# Why HOMO and LUMO of a small silicon rod stand alone while their neighbours bunch

In the rod-shaped molecule Si$_{22}$H$_{34}$ the highest filled orbital (HOMO) lies 0.25 eV above the next filled level, and the lowest empty one (LUMO) lies 0.28 eV below the next empty level. The four filled orbitals under the HOMO, by contrast, are packed into 0.05 eV. The levels of this PBE0 calculation are not the successive rungs of one particle-in-a-box ladder. They are best read as several families of orbitals whose ladders interleave, a reading that the calculation supports but does not prove.

Kohn–Sham orbitals of the neutral singlet rod Si$_{22}$H$_{34}$, calculated with PySCF 2.14.0 at the PBE0/def2-SVP level with density fitting, in the gas phase at the GFN2-xTB geometry. Atom weights are Löwdin populations, given as fractions of the orbital; n/a marks near-degenerate or spread orbitals.

| row | orbital energy (eV) | orbital label | orbital largest atom weight |
| --- | --- | --- | --- |
| 1 | -7.690 | HOMO-4 | n/a |
| 2 | -7.670 | HOMO-3 | n/a |
| 3 | -7.660 | HOMO-2 | n/a |
| 4 | -7.640 | HOMO-1 | 0.110 |
| 5 | -7.390 | HOMO | 0.090 |
| 6 | -1.650 | LUMO | 0.170 |
| 7 | -1.370 | LUMO+1 | 0.060 |
| 8 | -1.170 | LUMO+2 | n/a |
| 9 | -1.160 | LUMO+3 | n/a |

The orbital label counts from the gap: HOMO-1 is the filled orbital next below the HOMO, and LUMO+1 the empty one next above the LUMO. The orbital largest atom weight is the fraction of the orbital that Löwdin partitioning assigns to its most heavily weighted atom. An orbital shared evenly by the silicon atoms alone would give $1/22 = 0.045$ per atom, which serves as the yardstick below. Where the column reads n/a, the weights quoted here come from the same calculation, as do the atom numbers, bond orders and excited states.

## The gap between filled and empty levels

Electron counting explains why one interval dwarfs the others. Each silicon brings four valence electrons and each hydrogen one, which makes $(4\times 22+34)/2 = 61$ pairs, and the calculation finds the same number of bonds. Every bond then holds one pair and no dangling bond is left. By the standard argument the filled levels are combinations of bonding orbitals and the empty ones combinations of antibonding orbitals, and the 5.73 eV separation is the distance between these two sets.

## Three limits for the levels near the gap

The first limit is strong coupling along a line. An electron that moves easily along a rod of length $L$ forms standing waves with energies $E_n = n^2h^2/8mL^2$, where $n$ counts the half-waves, $h$ is Planck's constant and $m$ is the effective mass. The lowest wave has no node, peaks in the middle and is well separated from the second. For filled levels the ladder is read downward from the HOMO.

The second limit is weak coupling. Two equal fragments that barely interact give pairs of orbitals with nearly the same energy, split by twice the small coupling between them. Levels then bunch, and their order is set by slight differences between the fragments, not by node counting. A large effective mass means the same thing as weak coupling, so the two limits are the ends of one scale.

The third limit is a compact, highly symmetric piece of silicon. Without spin-orbit coupling the top of the silicon valence band is threefold, like three p orbitals pointing along $x$, $y$ and $z$. A rod removes the equivalence of these directions, and the three split into one member along the axis and two across it.

Theory also says which member ends on top. A p-like orbital couples strongly to neighbours along its own direction and weakly to those beside it, so it is light along its direction and heavy across it. Confinement costs $h^2/8mL^2$ in each direction, most where the mass is small and the dimension short. Each transverse member is light along its own direction, one of the two narrow ones, and is pushed far down, while the axial member is heavy in both narrow directions and stays highest. Along the rod the roles reverse: the axial family has widely spaced rungs and the transverse families have close ones. The argued result is a lone HOMO above a bunch, with a step that would close as the shape approached the compact limit. This argument covers the filled levels only, and the families of the empty ones are left unassigned here.

## The test of a single ladder

A single ladder makes a prediction that does not depend on mass or length. For the box, the ratio of the second interval to the first is

$$\rho=\frac{E_3-E_1}{E_2-E_1}=\frac{9-1}{4-1}=\frac{8}{3}.$$

A chain of $N$ equal sites with coupling $t$ has $E_k=-2t\cos k\theta$ with $\theta=\pi/(N+1)$, which gives $\rho=(\cos\theta-\cos 3\theta)/(\cos\theta-\cos 2\theta)$. For three sites $\cos 2\theta$ vanishes and $\cos 3\theta=-\cos\theta$, so $\rho=2$. Longer chains approach the box value from below. A uniform ladder therefore has $\rho$ between 2 and 8/3.

The empty levels show how the estimate runs. The scale is fixed by two rows alone, LUMO and LUMO+1, whose spacing is $-1.37-(-1.65)=0.28$ eV. The box then puts the third level at $-1.65+0.28\times 8/3=-0.90$ eV. LUMO+2, which took no part in setting the scale, lies at $-1.17$ eV, so the box is too high by about one whole first spacing.

The three-site chain comes closer but still overshoots LUMO+2 by 0.08 eV, well beyond the 0.01 eV to which the differences are good. The observed ratio is 1.71, with about 0.10 of uncertainty from rounding, below the lowest value that a uniform chain allows. LUMO+3 then sits almost on top of LUMO+2, where the box wants another large step and a three-site chain has no fourth level at all.

The filled side fails more plainly. With the scale taken from HOMO and HOMO-1, the ratio for HOMO-2 is 1.08, and the box places that level 0.40 eV too deep. The numbers thus show that consecutive levels are not one uniform ladder on either side of the gap. They leave room for a ladder whose higher rungs lie beyond levels of other families, and a chain with unequal sites is not covered by the bounds on $\rho$.

A match in size would not rescue the single ladder. With mass and length both free, a box can be fitted to any one step, so only the ratio of two steps puts it to the test.

## What marks the families

The weights sort the orbitals by place. HOMO, LUMO and HOMO-4 are all led by the same two bonded atoms, numbered 11 and 17, with equal or nearly equal weights. HOMO-1, HOMO-2 and HOMO-3 are led instead by atoms 2 and 16, which belong to two separate six-membered rings in the bond list. Weight does not run with energy, because it reflects where an orbital sits and how far it spreads, and the energy alone fixes neither.

The single-atom weight understates how concentrated the LUMO is. Its 0.17 is already 3.7 times the even share, the highest of the nine orbitals, and the two leading atoms hold 0.33 of it together. In LUMO+1 the same pair holds 0.10, close to an even share for two atoms, and ring atoms lead.

The fall has the direction expected for a nodeless wave followed by a one-node wave, if the 11–17 bond lies at the middle of the rod. The match is loose, though: a node there should leave the pair well below the even share, yet in LUMO+1 it ranks directly behind the two leading ring atoms. The reading is a guess in any case, since the central position is inferred from the pairwise equal weights, and populations carry no phases. A LUMO held by a local property of this one bond would give similar weights, and one molecule doesn't separate the two readings.

Direction is marked by the polarisation of the excited states. The polarisability has one long axis, 1.72 times the mean of the two short ones, and this axis is taken as the rod. The lowest singlet, almost purely HOMO to LUMO, is polarised within 4° of it, whereas the second, led by HOMO-4 to LUMO, stands at 89°. Both end mainly in the same orbital and start from orbitals led by the same two atoms, which suggests that HOMO and HOMO-4 differ in directional character, as the axial and transverse splitting requires. The evidence is not proof. The second state is only 72 % that pair, and a direction depends on both orbitals of a pair, not on the filled one alone. The third singlet, led by HOMO to LUMO+1, is also polarised across the rod, but it is very weak and contains 13 % of the HOMO-4 to LUMO pair, from which it may borrow its direction.

On this reading HOMO and HOMO-4 are split because they belong to different families, not because they are rungs of one ladder. The same origin is expected for the step from the HOMO to HOMO-1, but it is not shown, since no excited state here isolates the direction of HOMO-1. The HOMO is also the more extended of the two: its four largest weights sum to 0.30, against 0.51 for HOMO-4. HOMO-4, though marked n/a, is the most concentrated filled orbital of the five.

## The bunched rows

The group from HOMO-4 to HOMO-1 resembles the weak-coupling limit, and no single standing-wave ladder explains its order. If the four formed one ladder, node counting would put the member centred on the 11–17 pair at the top, yet HOMO-4 is the lowest of them. The steps inside the group are only 0.01 to 0.02 eV. HOMO-1 and HOMO-2 lean toward opposite rings, with imbalances of $+0.018$ and $-0.028$ in the difference over the sum of the weights on atoms 2 and 16. That they are the plus and minus combinations of weakly coupled ring orbitals in a slightly uneven geometry is a guess, the more so as HOMO-3 is led by the same atoms.

The order inside this group deserves no cause. The geometry is a tight-binding one, a single conformer, and neither it nor the basis was varied. Under either change, levels this close could swap places or mix, so their atom weights are less secure than those of the HOMO and LUMO.

LUMO+2 and LUMO+3 differ by 0.007 eV in the finer energies, yet exact degeneracy should not be assumed. The two short polarisability axes differ by 3.8 %, so the rod has no exact threefold axis in this geometry. The two orbitals are also led by different ring atoms, 4 and 9 in one and 1 and 6 in the other, which speaks against a plus and minus pair of one fragment orbital. Their near coincidence may be a chance meeting of two families or the remnant of a pair that a more symmetric rod would make degenerate, and the data do not decide between the two.

## From orbital energies to absorption

The HOMO–LUMO separation is not the optical gap. The energy of a state follows from its oscillator strength $f$ and transition dipole $d$ through $f=\tfrac23 E d^2$ in atomic units, or $E=3f/2d^2$. For the lowest singlet this gives 5.00 eV, which is 0.73 eV below the orbital separation. The lowering is standard: electron and hole attract, and in a hybrid functional part of that attraction enters only in the response calculation.

The higher states do not follow the order of the orbital gaps. The state led by HOMO-4 comes second, at 5.07 eV, while the one led by HOMO-1 comes fourth, at 5.25 eV, although its orbital gap is smaller by 0.05 eV. Mixing is one likely cause: the second and third states share the pairs HOMO-4 to LUMO and HOMO to LUMO+1, and mixing pushes the lower of two states down. Stronger attraction between a concentrated hole and an electron on the same atoms is a plausible further cause but an untested one. The lowest singlet shares those atoms too and is lowered no more than the fourth state, but it absorbs strongly, and the electron-hole exchange that goes with a bright state is expected to raise it again.

## What to do with such a table

HOMO and LUMO, whose steps are five or more times the span of the filled group, can be treated as single orbitals, and the strong absorption they produce is polarised along the rod. LUMO+1 also stands apart, 0.20 eV below the next level. The four orbitals below the HOMO should be handled as one block and LUMO+2 with LUMO+3 as another, with populations summed over each block. Either block may continue beyond the table, so the next levels should be listed first. An effective mass or a length should not be taken from the step between HOMO and HOMO-1, since nothing here shows that the two belong to one ladder. Their different leading atoms do not settle the matter, because successive rungs of one ladder also peak in different places.

Localisation should be judged from the weights of several atoms together with the bond list, never from the largest weight alone. Löwdin weights also depend on the basis, so they compare orbitals within this run better than they compare runs.

Absolute values need more care than spacings. PBE0 orbital energies are not quantitative ionisation energies or electron affinities, which call for total-energy differences between charge states. The basis has no diffuse functions, which bears most on the empty levels and makes the polarisability too low, so that quantity served here only for its directions and ratios. The response calculation also left out the virtual orbitals above 1.5 Eh, which leaves the orbital energies untouched but adds an untested error to the polarisability and the excited states. Before an order within either block is used, the geometry should be reoptimised at the same density-functional level and the levels recomputed in a larger basis with diffuse functions.
